Spin–orbit coupling redistributes the levels at the top of the GaSb valence band without moving their average. Counting spin, there are six of them, built from p orbitals. Four rise by one third of the splitting, and two fall by two thirds. The splitting is roughly 0.75 eV, a recalled value, so the top rises by about 0.25 eV. The lowest conduction state is s-like and stays almost where it is, so the gap shrinks by that amount. A gap computed without the coupling has to exceed 0.25 eV to survive.

Plane-wave Kohn–Sham DFT band gaps of GaSb (space group F-43m), computed with ABINIT 10.8.3 without spin polarisation or spin–orbit coupling. All rows use the same cell, with a conventional edge of 6.118 Å, an 8 × 8 × 8 k mesh and Fermi–Dirac smearing of 0.05 eV. The gaps are taken from bands along a path through special k points.

```tsv
functional	potentials	wave cutoff	gap on path (eV)	direct gap on path (eV)
PBE	JTH-PAW-PBE-v2.0-sp	544.228 eV	0.093	0.093
revPBE	JTH-PAW-PBE-v2.0-sp	544.228 eV	0.164	0.164
RPBE	JTH-PAW-PBE-v2.0-sp	544.228 eV	0.191	0.191
r2SCAN	HGH LDA	517.016 eV	0.246	0.246
HCTH407	JTH-PAW-PBE-v2.0	462.594 eV	0.129	0.129
OLYP	JTH-PAW-PBE-v2.0	462.594 eV	0.203	0.203
SOGGA	JTH-PAW-PBE-v2.0-sp	544.228 eV	0.100	0.100
```

**A positive gap that doesn't establish a semiconductor**

No row clearly passes this test. PBE gives 0.093 eV, and subtracting the spin–orbit rise leaves about −0.16 eV. The negative number means that the p-like top has risen above the s-like state. The four upper p levels are degenerate by symmetry, so filled and empty states then touch and the crystal is a zero-gap semimetal. r2SCAN, at 0.246 eV, is too close to the limit to call. OLYP and RPBE close by only about 0.05 and 0.06 eV, so their verdict depends on the recalled splitting.

Measured GaSb has a gap of roughly 0.8 eV at low temperature, with spin–orbit coupling naturally included. The fair reference for these calculations is therefore about 1.05 eV. Against it, the computed gaps are too small by 0.8 to 1.0 eV. The shared cell is slightly larger than the measured one, which is expected to account for a small part of this. Leaving out the coupling makes the functionals look better than they are.

**The shared cell hides a second failure**

Among the four rows with the same PAW datasets (PBE, revPBE, RPBE and SOGGA), RPBE has the largest gap, 0.098 eV above PBE. That looks like a modest improvement, but all rows use the same cell. The same calculations give a pressure of 4.0 GPa for RPBE and 2.5 GPa for PBE, so both would expand if allowed to, RPBE more strongly. RPBE favours uneven densities more than PBE does, which weakens bonds and lengthens them.

Expansion narrows the gap of GaSb because the s-like conduction state is antibonding between neighbours. As the atoms move apart, it falls relative to the p-like valence top. The known rate is roughly 0.14 eV per GPa. A simple estimate for the relaxed crystal is thus

edge separation ≈ computed gap − 0.14 eV/GPa × pressure,

where a positive pressure means that the cell would expand.

For RPBE this gives 0.191 − 0.14 × 4.006 ≈ −0.37 eV, even before spin–orbit coupling is counted. PBE comes out at about −0.25 eV, so the apparent advantage of RPBE has reversed. The reversal needs a rate of only 0.063 eV per GPa, less than half the known one. The lead at the fixed cell is therefore not enough to make RPBE the better description of GaSb. All the PAW datasets here were made for PBE, and what their use with other functionals does to the gaps and pressures isn't tested.

OLYP and HCTH407 provide a useful contrast. They share another pair of datasets and have nearly equal pressures, so relaxation should shift both gaps by similar amounts. OLYP has the larger gap and the slightly lower pressure, so it stays ahead whatever common rate is used, although both gaps close.

SOGGA is the exception among the PAW rows, because its cell would shrink slightly. Its estimated separation grows to 0.19 eV, and spin–orbit coupling then brings it to about −0.06 eV. That is too near zero for an estimate that adds two rough, linear corrections. No relaxed or spin–orbit calculation is available to settle it. The output below lists these estimates, made with recalled constants and no fit, for every row.

**Why the gaps are too small**

Theory gives two connected reasons. The gap between Kohn–Sham levels omits the jump in the exchange–correlation potential that occurs when an electron is added. Only r2SCAN, which also uses the orbitals, is expected to recover part of it. Semilocal functionals also let an electron repel part of itself, which pushes compact orbitals such as Ga 3d too high in energy. These orbitals mix with the p-like valence top and push it upwards, towards the conduction band.

The eigenvalues give the position of the 3d shell for two rows. It lies 15.0 eV below the valence top in revPBE and 15.5 eV below it in OLYP, whereas photoemission places it at roughly 19 eV. The difference of 3.5 to 4 eV has the sign that self-repulsion predicts, but Kohn–Sham levels aren't removal energies, and for a compact shell that distinction alone is expected to be worth several eV. At Γ the three 3d levels that can mix with the valence top lie only about 0.05 eV below the two that can't, which suggests a weak mixing. With the shell this deep, only a small part of the gap error is expected to come through this route, though the parts aren't separated here.

The r2SCAN row can't be compared directly with the others. Its potential was made for LDA and keeps Ga 3d in the frozen core, so the mixing of the 3d shell with the valence top isn't treated explicitly. The program also warns about its treatment of the core for this type of functional. The largest gap in the table therefore can't be credited to r2SCAN. Nor can the positive separation of 0.51 eV that this row alone keeps after both corrections, because its negative pressure was computed with the same mismatched potential, and the rate for the direct gap need not hold over 3.7 GPa of compression, where the conduction valley at L may become the lowest.

**Where else to expect this failure**

At the fixed cell, the error is about as large as the whole measured gap, so none of these calculations can tell whether GaSb is a semiconductor. In GaAs the gap is wider and the spin–orbit splitting smaller, so the same omissions do less harm. InSb has a narrower gap and a similar splitting, and is more exposed.

Output of the analysis:

```
rise of the valence top by spin-orbit coupling, rough (eV): 0.25
measured gap with spin-orbit coupling taken out, rough (eV): 1.05
Fixed cell in eV:
      row  computed gap  with spin-orbit estimate  shortfall from rough reference
      PBE         0.093                    -0.157                           0.957
   revPBE         0.164                    -0.086                           0.886
     RPBE         0.191                    -0.059                           0.859
   r2SCAN         0.246                    -0.004                           0.804
  HCTH407         0.129                    -0.121                           0.921
     OLYP         0.203                    -0.047                           0.847
    SOGGA           0.1                     -0.15                            0.95
Relaxation estimate:
      row  pressure GPa  gap change eV  edge separation eV  with spin-orbit too eV
      PBE         2.455        -0.3437             -0.2507                 -0.5007
   revPBE         3.575        -0.5005             -0.3365                 -0.5865
     RPBE         4.006        -0.5608             -0.3698                 -0.6198
   r2SCAN        -3.697         0.5176              0.7636                  0.5136
  HCTH407         3.399        -0.4759             -0.3469                 -0.5969
     OLYP         3.256        -0.4558             -0.2528                 -0.5028
    SOGGA       -0.6216        0.08703               0.187                -0.06297
spread of gaps within the four rows of the same PAW set (eV): 0.098
RPBE gap less PBE gap at the fixed cell (eV): 0.098
RPBE less PBE after relaxation estimate (eV): -0.1191
pressure coefficient above which RPBE and PBE change order (eV/GPa): 0.06321
pressure coefficient above which all five positive-pressure rows close (eV/GPa): 0.06235
OLYP gap less HCTH407 gap at the fixed cell (eV): 0.074
OLYP less HCTH407 after relaxation estimate (eV): 0.09406
mean Ga 3d depth below the valence top in revPBE (eV): 14.98
mean Ga 3d depth below the valence top in OLYP (eV): 15.46
shortfall of the revPBE 3d depth from a rough 19 eV (eV): 4.016
shortfall of the OLYP 3d depth from a rough 19 eV (eV): 3.539
```
